# How smooth is smooth enough? The Hankel tail behind the strong Szegő theorem

## The theorem and its conventions

Let $z=e^{i\theta}$, $f=\sum_n f_nz^n$, and $D_N=\det[f_{j-k}]_{j,k=0}^{N-1}$. If $f$ is smooth, has no zero on the unit circle and has winding number zero, then $\ln f=\sum_n l_nz^n$ exists and Szegő's theorem of 1952 states

$$D_N\simeq e^{Nl_0}E,\qquad E=\exp\sum_{n\ge1}n\,l_nl_{-n}.$$

The limit $N\to\infty$ needs only that Fourier coefficients decay fast enough. Using the formula at a given $N$ assumes more: that $f$ is smooth on the angular scale $1/N$, so that coefficients beyond index $N$ are negligible. This is the assumption to be located and then dropped.

## Where it enters

Scale $f$ so that $l_0=0$ and write $f=f_+f_-$ with $f_\pm=e^{l_\pm}$, $l_\pm=\sum_{n\ge1}l_{\pm n}z^{\pm n}$. For semi-infinite matrices $T(g)_{jk}=g_{j-k}$, $j,k\ge0$, the product $T(g)T(h)$ lacks the negative intermediate indices:

$$T(gh)-T(g)T(h)=H(g)H(\tilde h),\qquad H(g)_{jk}=g_{j+k+1},\quad H(\tilde h)_{jk}=h_{-j-k-1}.$$

**Predict.** In which order do $T(f_+)$ and $T(f_-)$ multiply to $T(f)$, and in which order do they pass through the projector $P$ on indices $0,\dots,N-1$?

The Hankel term vanishes if $g$ has no positive or $h$ no negative powers, so $T(f)=T(f_-)T(f_+)$. But $T(f_+)$ is lower triangular, $PT(f_+)=PT(f_+)P$, and $T(f_-)P=PT(f_-)P$: truncation wants the opposite order. Write $T(f)=T(f_+)\,A\,T(f_-)$ with

$$A=T(f_+^{-1})T(f_-)T(f_+)T(f_-^{-1}).$$

The triangular factors have unit diagonal, so $D_N=\det PAP$ exactly. Since $T(f_\pm)=e^{T(l_\pm)}$, the formula $\det(e^Xe^Ye^{-X}e^{-Y})=e^{\operatorname{tr}[X,Y]}$, valid for a trace-class commutator, applies with $X=-T(l_+)$, $Y=T(l_-)$. It gives $\ln\det A=\operatorname{tr}H(l_+)H(\tilde l_-)=\sum_n n\,l_nl_{-n}$, because $n$ index pairs satisfy $j+k+1=n$. Thus $\det A=E$, and the assumption is the single replacement $\det PAP\to\det A$.

## Dropping it

**Predict.** Jacobi's identity for complementary minors reads $\det PAP=\det A\,\det QA^{-1}Q$ with $Q=1-P$. What is $A^{-1}$?

Invert and regroup: $A^{-1}=T(f_-)T(f_+^{-1})\cdot T(f_-^{-1})T(f_+)=T(b)T(c)$ with $b=f_-/f_+$ and $c=1/b$. The product rule gives $A^{-1}=1-H(b)H(\tilde c)$. Hence

$$D_N=e^{Nl_0}E\,\det(1-K_N),\qquad (K_N)_{jk}=\sum_{m\ge0}b_{j+m+1}c_{-m-k-1},\quad j,k\ge N,$$

the identity of Geronimo and Case and of Borodin and Okounkov. Only coefficients beyond index $N$ appear. To first order in $K_N$,

$$\frac{D_N}{e^{Nl_0}E}\approx1+\delta_N,\qquad \delta_N=-\operatorname{tr}K_N=-\sum_{n>N}(n-N)\,b_nc_{-n}.$$

## The Ising symbol

Take $\mathcal H=J\sum_{\langle ij\rangle}\sigma_i\sigma_j$ on the square lattice, $\sigma=\pm1$, $J>0$, each bond counted once. Reversing the spins of one sublattice turns this into the ferromagnet, and $M$ becomes the staggered magnetization per site. Sites $(0,0)$ and $(N,N)$ share a sublattice. We quote the exact representation, for $T$ below the ordering point,

$$\langle\sigma_{00}\sigma_{NN}\rangle=D_N,\qquad f=\left(\frac{1-\kappa/z}{1-\kappa z}\right)^{1/2},\qquad t=\kappa^2=\sinh^{-4}\frac{2J}{k_BT}<1.$$

Here $l_0=0$ and $l_{\pm n}=\pm\kappa^n/2n$, so $\ln E=-\tfrac14\sum t^n/n$ and $M^2=E=(1-t)^{1/4}$, the Onsager–Yang result $M=(1-t)^{1/8}$. As a test of the quoted form, $D_1=f_0=\tfrac2\pi E_2(t)$, where $E_1,E_2$ denote the complete elliptic integrals of the first and second kind with parameter $t$. At low $T$ this is $1-t/4\approx1-4e^{-8J/k_BT}$, as expected: either of two spins may flip at a cost $8J$, and each flip changes the product by $-2$.

**Predict.** Is the correlation at finite distance above or below $M^2$?

Now $b=u^{1/2}$ and $c=u^{-1/2}$ with $u=(1-\kappa z)(1-\kappa/z)=1+t-\kappa(z+1/z)$, both even in $n$. The coefficient of $z^n$ in $u\,z\,\partial_zc=\tfrac\kappa2(z-1/z)\,c$ is the difference equation

$$(1+t)\,n\,c_n=\kappa\left[(n-\tfrac12)c_{n-1}+(n+\tfrac12)c_{n+1}\right],$$

started by $c_0=\tfrac2\pi E_1$ and $c_1=\tfrac{2}{\pi\kappa}(E_1-E_2)$. Inserting it into $b=uc$ gives $b_n=-\kappa(c_{n-1}-c_{n+1})/2n$ for $n\ge1$, and $b_0=(1+t)c_0-2\kappa c_1$. The $c_n$ are positive and decrease, so $b_n<0$ and $\delta_N>0$.

**Predict.** Can the infinite sum be closed?

The product $n\,b_nc_n=-\tfrac\kappa2(c_{n-1}c_n-c_nc_{n+1})$ telescopes, and $bc=1$ means $b_0c_0+2\sum_{n\ge1}b_nc_n=1$. Therefore

$$\delta_N=\frac\kappa2c_Nc_{N+1}+N\left[\frac{1-b_0c_0}{2}-\sum_{n=1}^Nb_nc_n\right].$$

Two limits follow. For small $t$, $b_2\approx-t/8$ and $c_2\approx3t/8$ give $\delta_1\approx3t^2/64$, which matches the expansion of $\tfrac2\pi E_2/(1-t)^{1/4}$. For large $n$ the branch point $z=1/\kappa$ dominates. There $1-\kappa/z\to1-t$, and the binomial coefficients give

$$b_n\approx-\frac{\kappa^n(1-t)^{1/2}}{2\sqrt\pi\,n^{3/2}},\qquad c_n\approx\frac{\kappa^n(1-t)^{-1/2}}{\sqrt{\pi n}},\qquad b_nc_n\approx-\frac{t^n}{2\pi n^2}.$$

Setting $n^2\approx N^2$ and using $\sum_{m\ge1}m\,t^m=t/(1-t)^2$,

$$\delta_N\approx\frac{t^{N+1}}{2\pi N^2(1-t)^2},\qquad N(1-t)\gg1.$$

The correction decays over $N_\xi=1/\ln(1/t)$ diagonal steps. Smoothness on the scale $1/N$ means $N\gg N_\xi$, since the branch points lie at a logarithmic distance $1/2N_\xi$ from the circle. At $t=1$ they reach it, $f$ acquires a jump, $\sum n\,l_nl_{-n}$ diverges and $E=0$, while $D_1=2/\pi=0.637$. The theorem then says nothing; cutting the sum at $n\approx N$ suggests the known decay $N^{-1/4}$.

## Size in K$_2$CoF$_4$

The Co$^{2+}$ ions form square layers of pseudospins $\tfrac12$ with the easy axis normal to the layer. Inputs, both approximate: $T_N\approx107$ K and a Co–Co distance $a\approx4.1$ Å, so one diagonal step is $\sqrt2a=5.8$ Å. We choose $J$ to reproduce $T_N$: $t=1$ requires $2J/k_BT_N=\operatorname{arsinh}1=0.8814$, so $J/k_B=47.2$ K, or $4.06$ meV.

**Predict.** At $0.98\,T_N$, are spins five steps (29 Å) apart far enough for the theorem?

| | $0.90\,T_N$ (96.3 K) | $0.98\,T_N$ (104.9 K) |
|---|---|---|
| $t$ | 0.585 | 0.904 |
| $M$ | 0.896 | 0.746 |
| $N_\xi$ | 1.86 | 9.89 |
| $\sqrt2aN_\xi$ (Å) | 11 | 57 |
| $\delta_1$ (%) | 3.63 | 25.9 |
| $\delta_2$ (%) | 1.05 | 14.4 |
| $\delta_5$ (%) | 0.065 | 4.68 |
| large-$N$ form, $N=5$ (%) | 0.148 | 37.5 |

They are not: the correlation exceeds $M^2$ by 4.68 %, and reading $M$ as $\sqrt{D_5}$ overestimates it by 2.3 %. At $0.90\,T_N$ five steps suffice to better than a part in a thousand. The large-$N$ form is too high at $N=5$ by factors 2.3 and 8.0, because $N(1-t)$ is not large; the closed form should be used.

How good is first order? The exact $D_1/M^2-1$ is $0.03626$ at $0.90\,T_N$, the same as $\delta_1$ to these digits. At $0.98\,T_N$ it is $0.2594$ against $\delta_1=0.2587$, so the higher terms of $\det(1-K_1)$ add only $0.0007$. Direct determinants built from $f_n=c_n-\kappa c_{n+1}$ agree with $1+\delta_N$ to better than $10^{-3}$ for $N=2$ and $5$ as well.

## What the model leaves out

These numbers are the model's. The crystal has transverse exchange, $\mathcal H=4J\sum[S^zS^z+\varepsilon(S^xS^x+S^yS^y)]$ with $\sigma=2S^z$, and we assume $\varepsilon$ between about 0.3 and 0.5, a typical range of estimates for such cobalt layers.

**Predict.** Does $\varepsilon$ change $M^2$, the ratio $D_N/M^2$, or both?

At $T=0$ the transverse term flips a neighbouring pair with matrix element $2\varepsilon J$ at a cost $12J$ (six broken bonds), so the amplitude is $\varepsilon/6$. Each spin has four bonds, hence $M=1-2\cdot4\,\varepsilon^2/36=1-2\varepsilon^2/9$, and $M^2$ falls by $4\varepsilon^2/9$, that is 4 % to 11 %. This exceeds every $\delta_N$ at $0.90\,T_N$. No bond contains both $(0,0)$ and $(N,N)$, however, so the correlation falls by the same $4\varepsilon^2/9$, and at this order and $T=0$ the ratio is unchanged. At finite $T$, a rotation of one sublattice by $\pi$ about $z$ reverses $\varepsilon$, so $N_\xi$ and $\delta_N$ shift at order $\varepsilon^2$, which is 0.09 to 0.25, with coefficients not derived here. The weak coupling between layers is also neglected.

The compound is typically described as a two-dimensional Ising system with an order-parameter exponent near $1/8$, so the shape of the model is the typical one, while $T_N$ is an input and tests nothing. For the crystal the table supports about one figure: five steps apart, the model's excess over $M^2$ is below a tenth of a per cent at $0.90\,T_N$ and about 5 % at $0.98\,T_N$.